A crystal of tin selenide with the rocksalt structure is squeezed or pulled along one cubic axis while its volume is held fixed. The axial ratio $r$ is the length along that axis divided by the length across it, relative to the cubic cell. Below 1 the cell is flattened, above 1 it is lengthened, and in both cases it becomes tetragonal. The energy change is counted from the cubic cell, and the pressure is the mean over the three directions, positive in compression.

Rocksalt SnSe (a = 6.020 Å, not relaxed at this level; 27.27 Å³ per atom), deformed tetragonally along [001] at fixed volume. Computed with Ansatz 0.2.0: plane-wave PAW, LDA, scalar-relativistic, no spin polarisation, cutoff 420 eV, Gamma-centred 10×10×10 k mesh, Gaussian smearing of 0.05 eV. Energies are free energies relative to the cubic cell; pressure is positive in compression.

```csv
axial ratio (over its starting value),energy change (meV/atom),pressure (GPa),gap on mesh (eV)
0.707,886.6,11.47,0.000
0.78,449.9,4.18,0.000
0.85,193.9,0.24,0.000
0.92,48.0,-2.26,0.303
1,0.0,-3.25,0.520
1.1,49.8,-2.08,0.126
1.2,158.6,0.52,0.000
1.3,295.6,4.08,0.000
1.414,470.3,8.11,0.000
```

**(a) Could the energy have a slope at $r=1$? Does the table show that the cubic crystal is stable?**

*Solution.* The slope must vanish. Lengthen the cell slightly along $x$, then by the same amount along $y$, then along $z$, each time at fixed volume. To first order the three distortions cancel, so their energy changes add up to zero. In a cubic crystal they are also equal, so each is zero.

Symmetry does not say whether such a flat point is a valley or a hilltop. The computed energies do: they rise at every step away from $r=1$, in both directions. This shows stability against this one distortion only. Symmetry holds the atoms at their sites throughout, so they never have the chance to move off centre, and real tin selenide is in fact orthorhombic under ordinary conditions.

**(b) The first and last rows distort the cell by the same factor, about $\sqrt2$, in opposite senses. Which costs more, and why?**

*Solution.* Flattening costs 887 meV per atom, lengthening 470, a ratio of nearly two. To see why, follow the six Sn–Se contacts of an atom. Two lie along the axis and scale as $r^{2/3}$; four lie across it and scale as $r^{-1/3}$. In logarithmic terms, the two axial contacts change by two units while the four others change by one unit in the opposite sense.

Suppose first that the energy of each contact grew as the square of this logarithmic change. Both senses would then cost the same, because $2\times2^2+4\times1^2=12$ either way. In this picture the difference has to come from the higher odd powers, first of all the cubes, which keep their sign. They add up to $2\times2^3-4\times1^3=+12$ for lengthening and to $-12$ for flattening.

Even on this logarithmic scale, a real contact is expected to resist shortening more steeply than stretching, so the negative sum is the expensive one. Put plainly, two contacts shortened a lot cost more than four shortened a little. At the flattened end two contacts lose 21 % of their length; at the lengthened end four lose 11 %. The stresses allow a test. If only nearest contacts mattered, the stress along a direction would, at fixed volume, depend on the contact length in that direction alone. For shortened contacts this nearly holds: 2.70 Å along the axis at $r=0.85$ and 2.68 Å across it at $r=1.414$ both go with about 15 GPa. For strongly stretched ones it fails: near 3.4 Å the stress is −8 GPa along the axis at $r=1.2$ but −4 GPa across it at $r=0.707$. The counting holds for any rocksalt crystal, but it is only a model of nearest contacts. Farther neighbours and changes in the bands also enter the computed energies, and their shares were not separated here.

**(c) At $r=1.1$ the stress is −7.84 GPa along the axis and +0.80 GPa across it. Estimate the energy change from these two values.**

*Solution.* When $\ln r$ grows by a small amount, the axial length grows by two thirds of it and each length across shrinks by one third. The work done on the cell then gives the slope

$$\frac{dE}{d\ln r}=-\frac{2}{3}\,V\,(p_\text{axial}-p_\text{across}),$$

where $V=27.27$ Å³ is the volume per atom. The stress difference is $-7.84-0.80=-8.64$ GPa. With 1 eV/Å³ = 160.2 GPa the slope is $\tfrac23\times27.27\times8.64/160.2=0.98$ eV per atom.

At $r=1$ the slope is zero, so its average over the step is about 0.49 eV. Multiplied by $\ln1.1=0.0953$, this gives 47 meV per atom, against 49.8 in the table. The estimate has no adjustable constant; its main error is the straight line drawn between two slopes. Carried on to all rows, as in the output below, it stays within about 6 % of each computed energy. That shows that energies and stresses belong together, but it does not test the explanation in (b).

**(d) In a crystal of a single element on a face-centred cubic lattice, the same path reaches the body-centred cubic lattice at $r=1/\sqrt2=0.707$. Is there a second flat point here too?**

*Solution.* For the single element there must be one, since the argument of (a) applies wherever the crystal is cubic. In tin selenide the tin atoms alone do form a body-centred cubic lattice at 0.707. Each selenium atom, however, sits midway between two tin atoms along the compressed axis, which marks that axis out from the other two. The whole crystal stays tetragonal, and nothing forces the slope to vanish.

The stresses confirm that it does not: 43 GPa along the axis stands against −4 GPa across it. By the formula in (c) the energy is still climbing steeply as the cell is flattened further.

**(e) At $r=0.85$ and $r=1.2$ the pressure is close to zero. Are these cells in equilibrium? What would a smaller volume change?**

*Solution.* They are not. The near-zero value is an average of opposite stresses; at 0.85 the cell is pressed by 15 GPa along the axis and pulled by 7 GPa across it. Only the cubic row has equal stresses in all directions, and there the negative pressure shows that the crystal would like to shrink.

Pressure is minus the change of energy with volume at fixed shape. The rise in pressure from the cubic row to a distorted one therefore tells how the cost of that distortion grows when the volume is reduced. The pressure is higher in every distorted row, so each distortion would cost more in a slightly smaller cell. For 1 % less volume the increase is about 3 % at the flattened end and 4 % at the lengthened end. This fits the reasoning of (b), since contacts that are shorter to begin with are also stiffer.

**(f) How far can the gaps be trusted?**

*Solution.* The gap is read on a finite mesh of electron wave vectors, and the true band edges may lie between the mesh points. Each value is therefore an upper limit on the gap of this calculation. An upper limit of zero is conclusive, whereas one of 0.52 eV is not. So at this level of theory there is no gap in the rows at 0.85 and below and at 1.2 and above, while the cubic crystal may have a much smaller gap than the table suggests, or none. The mesh was chosen for a crystal with a gap and was not tested for the gapless rows, so the last digits of their energies are less certain too.

The real material is a further step away. The local density approximation tends to place empty bands too low against filled ones. That narrows an ordinary gap but can widen one whose band edges have changed places, and the table does not tell which kind this is. The functional was also run here on PAW datasets made for another one, PBE. Spin–orbit coupling, left out here, matters for the band edges of such heavy-element compounds. Why the mesh gap closes cannot be read from the table either, which holds no energies of single bands.

Printed output of the fit:

```
Contacts and stresses:
    row  ln ratio  two axial contacts (Å)  four in-plane contacts (Å)  axial stress (GPa)  in-plane stress (GPa)
  0.707   -0.3467                   2.389                       3.379               43.33                 -4.462
   0.78   -0.2485                   2.551                        3.27               25.41                 -6.432
   0.85   -0.1625                   2.701                       3.178               14.72                 -6.998
   0.92  -0.08338                   2.847                       3.095               4.838                 -5.808
    1.0         0                    3.01                        3.01              -3.252                 -3.252
    1.1   0.09531                   3.207                       2.916              -7.835                 0.8015
    1.2    0.1823                   3.399                       2.833              -8.229                  4.898
    1.3    0.2624                   3.585                       2.758               -7.18                   9.71
  1.414    0.3464                   3.792                       2.682              -5.394                  14.86
Energy summed from the stresses:
    row  slope (meV/atom per unit ln ratio)  summed energy (meV/atom)  summed less computed (meV/atom)
  0.707                               -5423                     900.8                            14.15
   0.78                               -3613                     456.8                            6.923
   0.85                               -2464                     195.7                            1.776
   0.92                               -1208                     50.36                            2.364
    1.0                                   0                         0                                0
    1.1                                 980                      46.7                           -3.098
    1.2                                1490                     154.1                           -4.457
    1.3                                1917                     290.5                           -5.139
  1.414                                2298                     467.6                            -2.72
Energy at 0.707 over energy at 1.414: 1.885
Shortening of the two axial contacts at 0.707 (%): 20.64
Shortening of the four in-plane contacts at 1.414 (%): 10.91
Sum of squared contact changes, either sign (units of a third of ln ratio): 12
Sum of cubed contact changes on lengthening (same units, opposite sign on flattening): 12
Rise of the cost at 0.707 for 1 % less volume (meV/atom): 25.05
Rise of the cost at 1.414 for 1 % less volume (meV/atom): 19.34
The same rise at 0.707 (% of the cost): 2.826
The same rise at 1.414 (% of the cost): 4.111
Loss of mesh gap from 1 to 0.92 (eV): 0.217
Loss of mesh gap from 1 to 1.1 (eV): 0.394
Largest effect of smearing on an energy difference (meV/atom): 0.675
```
